## Where hydrogen sits in HN₂P

Structure 4 looks wrong at the head of this list. Its hydrogen sits on phosphorus, although an N–H bond is stronger than a P–H bond by roughly 20 kcal/mol (a recalled, rounded figure). A chemist who places hydrogen where it binds best would put it on nitrogen, as in structure 5. The density functional puts structure 5 higher, by 7.78 kcal/mol.

Calculated values. Isomers of HN₂P as neutral, isolated molecules: r2SCAN-D4/def2-SVP single-point energies (Ansatz 0.2.0, restricted Kohn–Sham, no search for lower SCF states) at geometries optimised with GFN2-xTB (xtb 6.7.1). Each energy column is relative to its own lowest structure; numbers in parentheses label the atoms named in the links.

| structure | energy above the lowest, functional (kcal/mol) | energy above the lowest of its own list, GFN2-xTB (kcal/mol) | heavy atoms with their hydrogens, and links | spin multiplicity |
| --- | --- | --- | --- | --- |
| 4 | 0.00 | 12.730 | N(1) N(2) PH(3); links 1-2, 2-3 | 1 |
| 5 | 7.78 | 0.000 | NH(1) N(2) P(3); links 1-2, 2-3 | 1 |
| 3 | 19.91 | 21.820 | N(1) N(2) PH(3); links 1-2, 1-3, 2-3 | 1 |
| 2 | 39.59 | 28.060 | NH(1) N(2) P(3); links 1-3, 2-3 | 1 |
| 1 | 47.00 | 21.360 | N(1) NH(2) P(3); links 1-2, 1-3, 2-3 | 1 |

Three explanations compete for the order in the functional column. The first is the rule just used: hydrogen seeks its strongest bond. The second is ring strain, since two of the five structures are three-membered rings. The third is that the two nitrogen atoms try to keep the multiple bond between them, and that hydrogen and phosphorus must fit in around it.

### Hydrogen and its strongest bond

The first rule can be tested on pairs that share a skeleton and differ in the place of the hydrogen. Structures 4 and 5 are such a pair of N–N–P chains, and structures 3 and 1 are such a pair of rings. Moving hydrogen from phosphorus to nitrogen raises the functional energy in both pairs, by 7.78 kcal/mol in the chain and by 27.09 in the ring. At this level the rule gets the direction wrong each time.

The verdict depends on the level of theory. GFN2-xTB, a tight-binding method, favours hydrogen on nitrogen by 12.73 kcal/mol in the chain and finds the two rings almost equal. Both methods were applied to the same geometries, so the disagreement lies in how they weigh the bonds. The functional describes the electrons in more detail, but its small basis and the use of GFN2-xTB geometries leave the chain gap uncertain. The ring gap is larger, but both gaps compare singlets only, and no lower electronic state was searched for.

### Ring strain

Strain has a sound physical basis. Three atoms in a ring are held at angles near 60°, where the orbitals of neighbouring atoms can't point straight at each other. Closing the N–N–P chain into a ring does cost energy at both levels, whether hydrogen is on phosphorus or on nitrogen. Closure also changes which atoms share double bonds, however, so this cost isn't strain alone.

Structure 2 shows that strain can't set the whole order. It is an open chain, HN–P–N, and should be cheap if rings were the only trouble. Yet the functional places it 19.68 kcal/mol above structure 3, which is a ring, and GFN2-xTB also places it higher. What structure 2 lacks is a link between the nitrogen atoms.

### Keeping the nitrogen atoms together

Nitrogen atoms are small, and their 2p orbitals overlap well sideways, so $\pi$ bonds between them are strong. Phosphorus is larger. Its bonds are longer and its 3p orbitals more diffuse, so a $\pi$ bond from nitrogen to phosphorus is weaker. A plain N–N single bond, by contrast, is weak, because the lone pairs on the two atoms repel each other. Two nitrogen atoms therefore gain unusually much by going from a single to a double and then to a triple bond.

This explains how hydrogen can end up on the atom that binds it less well. In structure 4, phosphorus carries the hydrogen and the nitrogen atoms can form a triple bond, N≡N–PH. This drawing is an argument from valence, since no bond orders for structure 4 are given here to test it. If hydrogen moves to the end nitrogen, that atom must spend bonding capacity on it. Part of the $\pi$ bonding then shifts from the N–N link to the N–P link, as in HN=N=P. In this picture the molecule gains a stronger bond to hydrogen and pays for it with a weaker $\pi$ bond.

The rings show the same exchange more plainly. Structure 3 can be drawn with N=N and a bridging PH group; structure 1 has its double bond between nitrogen and phosphorus. The tight-binding bond orders of structure 1 agree with that drawing: about 1.0 for N–N and 2.1 for the shorter P–N bond. The stronger N–H bond should favour structure 1 by roughly 20 kcal/mol, yet it lies 27.09 higher. On this reasoning, the rest of the bonding has lost several tens of kcal/mol.

Structure 2 takes the exchange to its end. Compared with structure 5, hydrogen stays on nitrogen and the chain stays open, but phosphorus moves from the end to the middle and parts the nitrogen atoms. This costs 31.81 kcal/mol with the functional and 28.06 with GFN2-xTB, so here the two levels agree closely. Phosphorus must also form more bonds in the middle than at the end. The cost therefore belongs to the whole rearrangement and isn't the energy of one N–N bond.

### Counting the lost bonds

The picture can be reduced to a count. Let $n$ be the number of N–N $\pi$ bonds lost relative to N≡N–PH. It is 0 for structure 4, 1 for structures 5 and 3, and 2 for structures 2 and 1. If each loss costs about the same, the energy above the lowest is

$$E \approx c + a\,n .$$

A least-squares fit to the functional energies of all five structures gives $a = 22.76$ and $c = -4.459$ kcal/mol. For structure 2, with $n = 2$, the estimate is $-4.459 + 2 \times 22.76 \approx 41$ kcal/mol. The table has 39.59, but this row was part of the fit and is the one the line meets best. Structure 5 fits worst: the line puts it at 18.3 kcal/mol, which is 10.52 too high. That miss is larger than the 7.78 kcal/mol between structures 5 and 4, so the fit can't account for the size of the gap that opened the question.

The typical miss is about 6 kcal/mol, against about 15 for the position of hydrogen alone and 16 for ring closure alone; the printed analysis follows this text. The comparison favours the third explanation without proving it, because the counts were assigned with the energies known. They also depend on the drawing. Structure 5 can be written HN–N≡P, with no N–N $\pi$ bond left, and the miss then rises to about 13 kcal/mol. Structure 4, the reference for the count, also has a second drawing, N=N=PH, with one N–N $\pi$ bond fewer. The real molecules lie between such drawings, so a whole-number count can only be a guide.

The count leaves out the N–N σ bond that structure 2 has also lost, and the extra bonding at its phosphorus atom. It leaves out strain too, and the functional energies suggest where that matters. Structures 5 and 3 have the same $n$, but the ring lies about 12 kcal/mol higher ($19.91 - 7.78$). Structures 2 and 1 also share a count, and again the ring is higher, though GFN2-xTB reverses this second pair. Strain is thus a reasonable second consideration among structures with equal counts.

For a related set of isomers, the reasoning suggests an order of questions. First draw each structure and ask how much $\pi$ bonding remains between the small atoms. Then ask which structures are forced into small rings and where hydrogen binds best; these five structures don't settle which of those two matters more. The bond to hydrogen shouldn't be judged alone, because moving one hydrogen can rearrange the bonds of the whole skeleton.

The analysis program printed:

```
H moved from P to N in the N-N-P chain, functional [kcal/mol]: 7.78
H moved from P to N in the ring, functional [kcal/mol]: 27.09
H moved from P to N in the N-N-P chain, GFN2-xTB [kcal/mol]: -12.73
H moved from P to N in the ring, GFN2-xTB [kcal/mol]: -0.46
functional less GFN2-xTB for the H move, chain [kcal/mol]: 20.51
functional less GFN2-xTB for the H move, ring [kcal/mol]: 27.55
ring closure with H on P, functional [kcal/mol]: 19.91
ring closure with H on N, functional [kcal/mol]: 39.22
ring closure with H on P, GFN2-xTB [kcal/mol]: 9.09
ring closure with H on N, GFN2-xTB [kcal/mol]: 21.36
P moved from end to middle of the NH chain, functional [kcal/mol]: 31.81
P moved from end to middle of the NH chain, GFN2-xTB [kcal/mol]: 28.06
open HN-P-N above the PH ring, functional [kcal/mol]: 19.68
NH ring above open HN-P-N, functional [kcal/mol]: 7.41
NH ring above open HN-P-N, GFN2-xTB [kcal/mol]: -6.7
fit of Ef on 5 rows: coefficient of lost 22.76 +/- 4.5, constant -4.459 +/- 6.4; rms 5.84, worst 5 10.5, leave-one-out rms 10.4
rms miss with N-N pi bonds lost [kcal/mol]: 5.841
rms miss if HN-N-P is drawn without an N-N pi bond [kcal/mol]: 13.28
rms miss with H position alone [kcal/mol]: 14.61
rms miss with ring closure alone [kcal/mol]: 15.79
Model and descriptors:
  row  N-N pi bonds lost  functional   model  model less functional
    4                  0           0  -4.459                 -4.459
    5                  1        7.78    18.3                  10.52
    3                  1       19.91    18.3                 -1.606
    2                  2       39.59   41.07                  1.476
    1                  2          47   41.07                 -5.934
```
